The share of an atomic orbital in a group of electronic states tells how much of those states is built from that orbital. Here it was found for a cubic form of the metal TaRu, in which each atom has eight nearest neighbours of the other kind. A density-functional calculation without spin polarisation or spin-orbit coupling gave the states. Those within an energy window were then projected onto the orbitals of the free atoms, and the projections were scaled so that they add up to one. Energies count from the Fermi level, and the number of states is the number of electrons that the window can hold.

TaRu (Pm-3m, two atoms per cell, not relaxed at this level), computed with Ansatz 0.2.0 using PBEsol, scalar-relativistic PAW and no spin polarisation. The plane-wave cutoff was 420 eV, the k mesh 10×10×10 and the Gaussian smearing 0.05 eV. Energies are relative to the Fermi level, states are counted in electrons, and orbital shares come from Löwdin projections.

| bottom of the window, from the Fermi level (eV) | top of the window (eV) | states in the window (per cell) | share of the cell that they fill | share of Ta 6s | share of Ru 5s | share of Ru 4d | share of Ta 5d |
| --- | --- | --- | --- | --- | --- | --- | --- |
| -8.82 | -5.87 | 0.80 | 0.92 | 0.38 | 0.28 | 0.17 | 0.12 |
| -5.87 | -2.93 | 7.25 | 0.58 | 0.04 | 0.04 | 0.59 | 0.30 |
| -1.20 | 0.00 | 1.05 | 0.42 | 0.03 | 0.02 | 0.50 | 0.45 |
| -0.25 | 0.25 | 1.53 | 0.36 | 0.02 | 0.02 | 0.49 | 0.47 |
| 0.00 | 1.20 | 3.93 | 0.44 | 0.01 | 0.03 | 0.39 | 0.56 |

From the bottom up, the states change from mostly s to mostly d, and the d states change their owner. In the lower d window, from -5.87 to -2.93 eV, Ru 4d leads clearly over Ta 5d. Just below the Fermi level the two are nearly even, and just above it Ta 5d leads. The question is what this drift from Ru to Ta says about the bond between the two metals.

The tempting answer is that ruthenium has filled its d shell and tantalum has emptied its own. Ruthenium stands further to the right in its transition series and holds d electrons more tightly, so it should win the competition. Even the electron count seems to agree. Up to -1.20 eV the cell takes in 11.95 of its 13 valence electrons, and the next 1.2 eV adds only 1.05 more. Ten electrons for a full Ru 4d shell and two for s states would put a sparse region just there.

The same count follows from a quite different picture. The two atoms together bring ten d orbitals, which can hold twenty electrons. If the d orbitals of neighbouring atoms combine into a bonding and an antibonding half, the bonding half holds ten, and with two s electrons the total is again twelve. Such a dip between the halves of the d band is well known in metals with body-centred arrangements of atoms. The sparse region therefore can't tell a transfer of electrons from a shared band, and the orbital shares have to decide.

They speak against the full shell. Multiplying the number of states by the Ta 5d share, and adding up the windows of the table that end at or below the Fermi level, gives 2.7 electrons in Ta 5d. The same sum for Ru 4d gives 4.9. Another 3.9 valence electrons lie between -2.93 and -1.20 eV, and even if every one of them were Ru 4d, that shell would hold only 8.8 of its ten. These counts depend on how the projection divides the density, since the orbitals of one atom reach into the space of the other, but a tantalum d shell that holds nearly three electrons is far from empty.

A simple model puts the possible answers on one scale. Take one d level on Ru at energy $-\delta$ and one on Ta at $+\delta$, and let them couple with strength $t$. The mixed levels lie at $\pm\sqrt{\delta^2+t^2}$, and the Ru part of each is

$$
r_{\text{lower}}=\frac{1+p}{2},\qquad r_{\text{upper}}=\frac{1-p}{2},\qquad p=\frac{\delta}{\sqrt{\delta^2+t^2}} .
$$

If the coupling vanishes, $p$ is one and each level belongs to a single atom, which is the full and the empty shell. If the atoms are alike, $p$ is zero and every state is shared half and half. A polar bond lies between these limits: both atoms take part in every state, but the deeper atom has more of the lower one and less of the upper one.

The lower d window fixes the single constant. With the s shares left aside, the Ru part of the d states there is $0.59/(0.59+0.30)=0.66$, so that $p=2\times0.66-1$, or about 0.3. This is nearer to equal sharing than to separate shells. In the language of the model, the coupling between the atoms outweighs the difference between their d levels. This reading has a limit, because the share is an average over many states. Ru states and Ta states that don't mix at all, but lie at the same energies, could give the same number. Strong mixing is still to be expected, since the eight neighbours of the other kind are 2.76 Å away and the nearest atoms of the same kind 3.19 Å.

The window above the Fermi level took no part in fixing the constant, so it can serve as a test, though a mild one. Each atom brings only five d orbitals, so Ru weight that is in excess in some states must be missing from others, and part of the tilt follows from this count alone. If the coupling is the same in both windows, the model predicts a Ru part of 0.34 there, and the calculation gives 0.41. Separate shells would give zero and fail badly. Equal sharing would give 0.50, which misses by hardly more than the polar model does, so this window alone doesn't choose between the two. What favours the polar model over equal sharing is the pair of windows together: the Ru part lies above one half in the lower and below one half in the upper, as the model requires and equal sharing forbids.

A second way of dividing the electrons seems at first to contradict this. If the density is cut into a region around each atom, ruthenium holds 0.69 of it in the lower d window and still 0.54 above the Fermi level, so tantalum never leads. But ruthenium also holds 0.58 in the lowest window, where the density is spread almost evenly through the cell. An even density is divided by volume, so the ruthenium region is probably just the larger one. Measured against that window, ruthenium is clearly favoured in the lower d states and slightly disfavoured above the Fermi level. The yardstick is rough, because compact d states depend less on the size of the region than an even density does, so the small deficit above the Fermi level shouldn't be leaned on. Both ways of dividing agree on the direction of the drift, but whether and where the lead changes hands depends on the method.

The lowest window can serve as this yardstick because its states behave much like free electrons. Two thirds of their character is s, and they fill 0.92 of the cell, where a perfectly even density would fill all of it. A free-electron gas in the same volume, with its lowest level placed at the bottom edge of the window, would have 0.74 states there, against 0.80 in the calculation. The closeness is partly luck, because starting the gas 0.3 eV higher lowers its count to 0.63. In the next window the free-electron count falls short by a factor of five, which marks the entry of the d states.

The polar model has a clear failure just below the Fermi level. It knows only a lower level rich in Ru and an upper one rich in Ta, yet the Ru part in this filled window is 0.53, almost an even split. A likely reason is that the bonding and antibonding halves overlap in energy, so that the window collects the tails of both. Direct coupling between atoms of the same kind, which the model leaves out, would broaden the two halves and help them overlap. The shares fit this reading but don't prove it, and the names bonding and antibonding themselves rest on theory, not on a bond analysis.

For a related compound of two transition metals, the model suggests two questions. How far apart are the d levels of the two atoms, and how strongly do the atoms couple? Partners that stand close together in the transition series have similar levels and should share their d band almost evenly. Partners further apart should show a stronger tilt, and so should a stretched crystal, in which the coupling is weaker. The last point matters here too, because the TaRu cell was used as it came, without relaxing it, and its tilt could change if it were relaxed. How far the cell is from its relaxed size isn't known, since no stress was calculated. The data come with a warning of strong stress, but that rests on their makers' tests on other systems, not on these runs.

Films of ruthenium and tantalum are of interest as liners and diffusion barriers for copper wiring in chips. The d band gives this ordered compound many states around the Fermi level, but that doesn't promise a low resistance, because those states also offer electrons many ways to scatter. The number in the narrowest window is only approximate, since the mesh of k points is coarse for so small a range, and spin-orbit coupling in tantalum could rearrange states on that scale.

The open question concerns the stretch between -2.93 and -1.20 eV. If the two-level model is applied to a band with many coupling strengths, the weakly coupled states lie closest to the middle and keep most of their atomic character. The top of the bonding half should then be the part richest in ruthenium. If overlap and coupling between like atoms matter more, the Ru part should instead fall steadily from the lower d window towards the Fermi level. Orbital shares in a few narrow windows across that stretch, on a finer mesh, would show which of the two holds.
